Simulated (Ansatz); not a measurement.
**Telling isomers of FGaH4OSi apart by their spectra**

These gas-phase data were calculated for one isomer of FGaH4OSi at PBE0-D3(BJ)/def2-SVP (harmonic, unscaled wavenumbers; equilibrium rotational constants with average atomic masses):

* rotational constants: 10.6, 1.484, 1.323 GHz
* all wavenumbers above 1500 cm⁻¹: 2272, 2272, 2033, 2024
* dipole moment: 1.75 D (PBE0/def2-TZVPD)

Candidates:

(1) `F[SiH2][O][GaH2]`, a singlet
(2) `[F][GaH][O][SiH3]`, a singlet

**Question.** Which candidate do the data belong to?

**Answer.** Candidate (1). 2 modes lie between 1700 and 2150 cm⁻¹, one for each Ga–H bond, while (2) has 1.

The same quantities for all candidates:

```tsv
	rotational constants (GHz)	wavenumbers above 1500 cm⁻¹	dipole (D)	E above the lowest, PBE0-D3(BJ)/def2-SVP (kcal/mol)
(1)	10.6, 1.484, 1.323	2272, 2272, 2033, 2024	1.75	0.0
(2)	8.591, 1.833, 1.538	2248, 2230, 2229, 2096	1.85	11.1
```

Each candidate is one conformer. Programs: Ansatz 0.2.0.

The stretching pattern reflects which atom carries the fluorine. Si–H modes lie above Ga–H modes because the Si–H bond is stiffer; the reduced mass is close to that of hydrogen in both cases. Fluorine also shifts the bands: the Ga–H stretch rises to 2096 cm⁻¹ when fluorine sits on gallium, and the Si–H stretches reach 2272 cm⁻¹ when it sits on silicon. This fits Bent's rule, with the electronegative substituent drawing p character and leaving more s character for the bonds to hydrogen.

The rotational constants support the same assignment independently. Placing heavy gallium at the end of the F–Si–O–Ga chain increases the two larger moments of inertia, whereas the dipole moments are too similar to carry much weight.

Candidate (1) is also lower in energy by 11.1 kcal/mol, probably because the strong, polar Si–F bond outweighs the cost of exchanging Si–H for Ga–H. That ordering need not carry over to condensed phases, where three-coordinate gallium can bind donor atoms of neighbouring molecules.
